**Question**

The table lists band levels of one NaScSe₂ crystal at two levels of theory, PBE and the costlier hybrid HSE06. The levels v2 and v1 are the two highest bands that the electron count would fill, and c1 and c2 are the next two. Γ is the centre of the Brillouin zone, and the other letters are points on its surface.

Band levels of NaScSe2 (ordered rocksalt-type cell of 4 atoms, P4/mmm, a = 4.005, c = 5.428 Å), computed with Ansatz 0.2.0 (plane-wave PAW, no spin polarisation) at the r2SCAN-relaxed geometry. The cheaper level is PBE with a 6×6×6 k mesh, the costlier one HSE06 with 4×4×4. Energies are counted from the valence top of each calculation.

```
point name  band v2, cheaper level (eV)  band v1, cheaper level (eV)  band c1, cheaper level (eV)  band c2, cheaper level (eV)  band v2, costlier level (eV)  band v1, costlier level (eV)  band c1, costlier level (eV)  band c2, costlier level (eV)
     Gamma                       -0.054                        0.000                        0.000                        1.127                         0.000                         0.000                         0.655                         1.837
         X                       -1.967                       -0.298                        1.570                        1.851                        -2.240                        -0.341                         2.490                         2.844
         M                       -1.220                       -1.220                        0.583                        0.583                        -1.355                        -1.355                         1.295                         1.295
         Z                       -0.879                       -0.879                        0.004                        1.135                        -0.945                        -0.945                         0.729                         1.848
         R                       -0.695                       -0.470                        1.894                        2.341                        -0.742                        -0.563                         2.958                         3.395
         A                       -2.486                       -2.004                        1.996                        1.996                        -2.732                        -2.264                         2.893                         2.955
```

(a) What has gone wrong in the PBE levels at Γ, and which numbers betray it?
(b) The table gives an HSE06 gap of 0.655 eV at Γ. How closely can it be recovered from the PBE levels at Γ and the row M alone?
(c) Why does the error arise, and would one constant shift of the empty bands repair it?

**Model answer**

(a) In PBE, v1 and c1 at Γ coincide at zero, and v2 lies alone 0.054 eV below them. In HSE06 it is v2 and v1 that coincide, and c1 stands alone above. The crystal's symmetry holds two levels together, and this pair is the top of the valence band at both levels of theory. In PBE a single level that belongs above the gap has slipped beneath the pair and taken up electrons, so the count now cuts through the pair. The zero is therefore the mark of a wrong order of levels and should not be read as a very small gap.

The row Z supports this reading. There the PBE pair has sunk to −0.879 eV, while the single level, now c1, has hardly moved from its place at Γ. The two must cross on the way. Just beyond the crossing the single level is the lowest conduction state, and it still lies about 0.05 eV below the valence top at Γ, which makes the PBE crystal a semimetal.

(b) M has no inverted levels, so it shows how far HSE06 lifts an empty level above the valence top. The single level at Γ is then given the same lift:

1. Lift at M: 1.295 − 0.583 = 0.712 eV.
2. Gap at Γ: −0.054 + 0.712 = 0.658 eV.

HSE06 itself gives 0.655 eV, a value that was not used in the estimate. The agreement is closer than the method deserves: the empty level at M is a pair and so a different state from the single level at Γ, and the two calculations use different k meshes. The choice of row also matters: Z would serve almost as well as M, but R would give about 1.0 eV. Every row gives a positive gap, so the change from semimetal to semiconductor does not hang on the choice.

(c) The size to remember is 0.7 to 1.1 eV: by so much PBE places the empty levels too low, measured against HSE06. By ordinary chemistry the filled levels are mainly selenium 4p and the empty ones mainly scandium 3d. PBE applies one exchange potential to filled and empty levels alike. Exact exchange tells them apart: it comes only from the filled levels, and it binds those levels themselves most strongly. HSE06 replaces part of the PBE exchange by exact exchange, which lowers the filled levels against the empty ones and so draws the two groups apart.

The error is thus not peculiar to Γ. What is peculiar there is the narrow gap, which is smaller than the error, so the order of the levels turns over. At the other points filled and empty levels lie farther apart, and the same error only narrows the distance. In a related compound, PBE should be distrusted first where filled p and empty d levels come closest.

A constant shift restores the gap but not the whole conduction band. The lowest empty level rises by about 0.7 eV at Γ, M and Z, but by 0.9 eV at X and 1.1 eV at R. A straight line in the PBE energy, fitted to the lowest empty level of these five rows, looks like a cure. Yet it puts c2 at Γ, which was not in the fit, 0.17 eV too high. The lift therefore does not follow from the energy alone: in PBE c2 at Γ lies about 1.2 eV above the single level, yet both rise by 0.71 eV.

Symmetry suggests why. Every atom in this ordering sits at a centre of inversion. At Γ and M this keeps scandium d levels from mixing with selenium p levels, while at X and R they may mix, and there the lifts are larger. An empty level that mixes in this way is the antibonding partner of a filled one, and exact exchange tends to push such partners further apart. Inversion alone would allow mixing at Z too, but the single level has almost the same energy there as at Γ, which suggests that it mixes little. This would also explain why M serves well in (b) and R does not. The make-up of the levels was not computed, so mixing is a plausible reason, not a proven one.

**Remarks on the reasoning**

The usual slip is to subtract columns by their labels. At Γ this makes a filled level, v2, appear to rise by 0.054 eV, when in truth two different states have been compared. Counting which levels coincide, before subtracting anything, exposes the exchange. The row A calls for the same care: c1 and c2 coincide in PBE but not in HSE06, probably because another level has dropped below the pair. For that reason A was left out of the straight-line fit.

An answer should also say what HSE06 stands for here: a better-founded calculation, not a measurement. Both calculations leave out spin–orbit coupling, which in selenides splits such a p pair by some tenths of an eV and raises its upper half. Including it would therefore probably make the HSE06 gap smaller. The crystal itself is a model, a generated ordering relaxed within its symmetry, and need not be the stable phase. The output below gives the shifts row by row and the test of the straight line.

Printed output of the fit:

```
HSE06 less PBE in eV:
    row  c1 by label  lowest empty state matched     c2      v1  Gamma gap with the shift of this row
  Gamma        0.655                       0.709   0.71       0                                 0.655
      X         0.92                        0.92  0.993  -0.043                                 0.866
      M        0.712                       0.712  0.712  -0.135                                 0.658
      Z        0.725                       0.725  0.713  -0.066                                 0.671
      R        1.064                       1.064  1.054  -0.093                                  1.01
      A        0.897                       0.897  0.959   -0.26                                 0.843
Gap at Gamma in HSE06 (eV): 0.655
Error at Gamma if labels are trusted (eV): 0.054
Mean shift of the lowest empty state without A (eV): 0.826
Rms miss of one rigid shift without A (eV): 0.1431
fit of level_c1 on 5 rows (known > 0.5): constant 0.6916 +/- 0.04, coefficient of low 1.168 +/- 0.035; rms 0.0489, worst M 0.0776, leave-one-out rms 0.0828
  rows outside the fit (model, value, miss): A 3.023, 2.893, 0.13
Miss of the stretch for c2 at Gamma (eV): 0.1711
Miss of the stretch for c2 at Z (eV): 0.1694
fit of level_v1 on 5 rows (point_v1 < -0.01): coefficient of point_v1 1.121 +/- 0.011; rms 0.0263, worst Z -0.0408, leave-one-out rms 0.0336
  rows outside the fit (model, value, miss): Gamma 0, 0, 0
PBE crossing on the way from Gamma to Z, cosine bands (fraction of reciprocal vector): 0.07717
PBE single level at 0.1 of the reciprocal vector, cosine band (eV): -0.04846
PBE conduction minimum at 0.1 as computed (eV): -0.04874
PBE single level at 1/6, cosine band (eV): -0.0395
PBE single level at 1/6 from its occupation (eV): -0.03985
PBE pair at 1/6, cosine band (eV): -0.2198
PBE pair at 1/6 from its occupation (eV): -0.2694
```
